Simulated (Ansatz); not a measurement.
## HfC: the change of energy above lowest point with volume scale

All results are calculated (Ansatz 0.2.0). Free energy against uniform scaling of the volume at fixed shape and fractions; periodic cell, basis, potentials, k mesh and filling as listed.

The cell before it is scaled or strained (space group Fm-3m, No. 225):
```
HfC
1.0
      0.0000     2.3250     2.3250
      2.3250     0.0000     2.3250
      2.3250     2.3250     0.0000
Hf C
1 1
Direct
  0.50000 0.50000 0.50000
  0.00000 0.00000 0.00000
```

Settings of every row: functional PBE; dispersion none; potentials PAW; wave cutoff 510 eV; density cutoff 2040 eV; k mesh 11x11x11; k shift 0x0x0; occupations fermi dirac; smearing width 0.15 eV; spin none.

Limits: coarse k mesh, up to 40 meV an atom off; no spin-orbit coupling, which can matter with elements this heavy.

| row | volume scale | V (Å³/atom) | energy above lowest point (meV/atom) |
| --- | --- | --- | --- |
| 1 | 0.94 | 11.814 | 37.7 |
| 2 | 0.96 | 12.065 | 16.4 |
| 3 | 0.98 | 12.317 | 4.1 |
| 4 | 1 | 12.568 | 0 |
| 5 | 1.02 | 12.819 | ? |
| 6 | 1.04 | 13.071 | 13.1 |
| 7 | 1.06 | 13.322 | 29.1 |

Question: what energy above lowest point should row 5 give?

Worked fit of energy above lowest point. Take u = (V_r/V)^(2/3) − 1 with V_r = 12.442 Å³ an atom, which is twice the finite (Eulerian) strain; such expansions in the strain, on which the Birch-Murnaghan equation of state is built, carry the rest volume and the bulk modulus. The shown rows have u = 0.03513, 0.02072, 0.00675, -0.00669, -0.03234, -0.04454. Least squares give energy above lowest point = 1.08 + 305.5 × u + 20974 × u² meV/atom; a straight line predicts inner rows, each left out in turn, worse (root mean square 13 against 0.037 meV/atom). All shown rows lie on it to the printed digit. Its lowest point lies at u = -0.0073, or V = 12.58 Å³ an atom, and the curvature there gives the bulk modulus at fixed shape and fractions, B = (4/9)(1 + u)² E″(u)/V = 234 GPa. The withheld row has u = -0.0197, so the fit gives 1.08 + 305.5 × (-0.0197) + 20974 × (-0.0197)² = 3.2 meV/atom.

The calculation gave 3.2 meV/atom. The fit meets it to the printed digit.
